Question: My silicon nitride shuttle slides between MEMS electrodes at 30 V. Is the pull the same with the supply disconnected, and when does F = ε0(ε−1)wV²/(2d) hold?

Answer:

Conventions: plates of width w, length L, gap d; linear, lossless, uncharged slab of relative permittivity ε = 1 + χ, thickness t, inserted by x, its other end far outside; F > 0 points inward.

Fixed Q: F dx = −dW with W = Q²/(2C), so F = Q²C′/(2C²) = V²C′/2, where C′ = dC/dx.
Fixed V: the supply delivers V dQ = V²dC and W = CV²/2 gains half, so F = +dW/dx = V²C′/2. The supply gives twice the mechanical work.
The forces agree in the same state; their slopes differ.

Dimensions: ε0V² is a force (8.0 nN at 30 V), multiplied by a function of ε and length ratios. Shrinking every length at fixed V leaves F unchanged; at fixed field F ∝ length².

Clearance: air and slab add in series, C = ε0w[(L−x)/d + x/(d − t + t/ε)]. With g = (d−t)/d,

F = F0·G, F0 = ε0wV²/(2d), G = (1−g)χ/(1 + gχ).

Your formula is g = 0. Limits:
εg ≪ 1: G ≈ χ(1 − εg + εχg²)
gχ ≪ 1, including weak dielectrics: G ≈ (1−g)χ(1 − gχ)
gχ ≫ 1: G ≈ [(1−g)/g][1 − 1/(gχ)], approaching a conducting slab
thin slab, f = t/d ≪ 1: G ≈ f(1−1/ε)[1 + f(1−1/ε)]
The crossover is g = 1/χ.

Take ε ≈ 7.5 (typical) and assume d = 2 µm, w = 100 µm, L = 200 µm, x = 100 µm. Then F0 = 0.20 µN.

d−t (µm) | G | F (µN)
0 | 6.50 | 1.3
0.1 | 4.66 | 0.93
0.31 (crossover) | 2.75 | 0.55
1 | 0.76 | 0.15

Clearance of 2.7 nm already costs 1 %. At t = 1 µm, used below, the two-term gχ ≫ 1 form gives 0.69.

Fringes: the field pattern at the slab edge moves rigidly and drops out of C′ until it overlaps a plate end. Disturbances decay as exp(−κx); matching potential and normal D for a centred slab gives the slowest mode, ε tan(κt/2) = cot[κ(d−t)/2]. Here κd = 1.40 and 1/κ = 1.4 µm, so exp(−κx) falls to 1 % at about 7 µm. Side fringes are of relative order d/w = 0.02, hence two figures in F.

Stroke δ: C is linear in x, so F is constant at fixed V. At fixed Q, F(δ) = F/(1 + δ/ℓ)² with ℓ = C/C′ = x + L/G. This is F(1 − 2δ/ℓ + 3δ²/ℓ²) for δ ≪ ℓ and F(ℓ/δ)²(1 − 2ℓ/δ) for δ ≫ ℓ. Here C = 0.12 pF and ℓ = 0.36 mm exceeds the travel: 90 µm lowers F only to 0.64 of its start. The fixed-Q stiffness is k = 2F/ℓ = 8×10⁻⁴ N/m; an assumed 1 pF stray capacitance divides it by 9.

Which constraint applies: with source resistance R and motion δx ∝ exp(iωt), δV = δQ/C − Vδx/ℓ and iωR δQ = −δV. Then δF = VC′δV = −Kδx with

K = k·iu/(1 + iu), u = ωRC.

For u ≪ 1 (fixed V), K ≈ k(iu + u²); for u ≫ 1 (fixed Q), K ≈ k(1 + i/u − 1/u²). The lossy part, Im K, peaks at k/2 at the crossover u = 1, which is R = 0.13 GΩ at an assumed 10 kHz without stray capacitance.

Trapped charge is the rival. With one plate and the surroundings grounded, the slab's mean potential is V/2, so net charge σ per area spread evenly through it adds −σwV/2, which matches the model's 0.15 µN at 6×10¹⁰ e/cm². The charge's own field stores σ²h/(2ε0) per area, h being its effective distance to ground, and so adds an image term wσ²Δh/(2ε0) with Δh = h_out − h_in. Between the plates h_in = (d−t)/4 + t/(12ε) = 0.26 µm; outside, with one grounded plane at clearance s, h_out = s + t/(3ε). For Δh > 0 this term pulls inward for either sign and exceeds the linear one above |σ| = ε0V/Δh. For assumed s = 0.5 µm (grounded plate continued) and 2 µm, Δh = 0.28 and 1.8 µm, and that threshold is 6×10¹¹ and 9×10¹⁰ e/cm². Nitride films typically hold 10¹¹–10¹² e/cm², so a real shuttle can miss the model's force by its own size or far more. At 10¹¹ e/cm² the linear term is 0.24 µN, against an image term of 0.04 µN (s = 0.5 µm) or 0.26 µN (s = 2 µm); at 10¹² e/cm² it is 2.4 µN against 4.1 or 26 µN. The direction of the miss depends on polarity only below the threshold, that is at low σ with nearby ground; above it the miss is an extra inward pull for either sign. An AC drive of 30 V rms averages the linear term away but leaves the image term, which at 10¹² e/cm² is 27 times the model's 0.15 µN even for s = 0.5 µm.